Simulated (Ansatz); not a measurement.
Li: the change of pressure with volume per atom

All results are calculated (Ansatz 0.2.0). Periodic Kohn-Sham DFT of a crystal at fixed atoms; pressure and stress are positive in compression; the energy is the free energy less that of spherical unpolarised free atoms; site moments are those in the method's own spheres, positive along +z.

Cell of the first row (space group Fm-3m, No. 225):
```
CELL_PARAMETERS angstrom
0.00000 2.15700 2.15700
2.15700 0.00000 2.15700
2.15700 2.15700 0.00000
ATOMIC_POSITIONS crystal
Li 0.00000 0.00000 0.00000
```

Settings of every row: method all-electron PAW; functional PBEsol; relativity scalar; k mesh 13x13x13; filling fermi-dirac; smearing width 0.08 eV; nucleus gaussian.

Atom start moment: 0 on all atoms.

```
row  volume per atom (Å³)  pressure (GPa)
  1                20.073           0.102
  2                20.286          -0.042
  3                  20.5           -0.18
  4                20.927          -0.439
  5                21.141          -0.559
  6                21.354          -0.675
  7                21.568          -0.785
  8                21.781           -0.89
  9                22.208               ?
 10                22.422           -1.18
 11                22.635          -1.269
```

Question: what pressure should row 9 give?

Worked fit of pressure. Take u = (V_r/V)^(2/3) − 1 with V_r = 21.247 Å³ an atom, which is twice the finite (Eulerian) strain; such expansions in the strain, on which the Birch-Murnaghan equation of state is built, carry the rest volume and the bulk modulus. The shown rows have u = 0.03862, 0.03134, 0.02415, 0.01017, 0.00334, -0.00334, -0.00995, -0.01641, -0.03525, -0.04131. Least squares give pressure = −0.6173 + 17.238 × u + 35.75 × u² GPa; a straight line predicts inner rows, each left out in turn, worse (root mean square 0.021 against 0.00057 GPa). The rows lie off it by 0.000, 0.000, 0.000, -0.001, 0.000, -0.001, 0.000, 0.001, 0.001, -0.001. The pressure vanishes at u = 0.0335, or V = 20.22 Å³ an atom, and there the bulk modulus at fixed shape and fractions is B = −V dP/dV = (2/3)(1 + u) dP/du = 13.5 GPa. The withheld row has u = -0.02906, so the fit gives −0.6173 + 17.238 × (-0.02906) + 35.75 × (-0.02906)² = -1.088 GPa.

The calculation gave -1.088 GPa. The fit meets it to the printed digit.
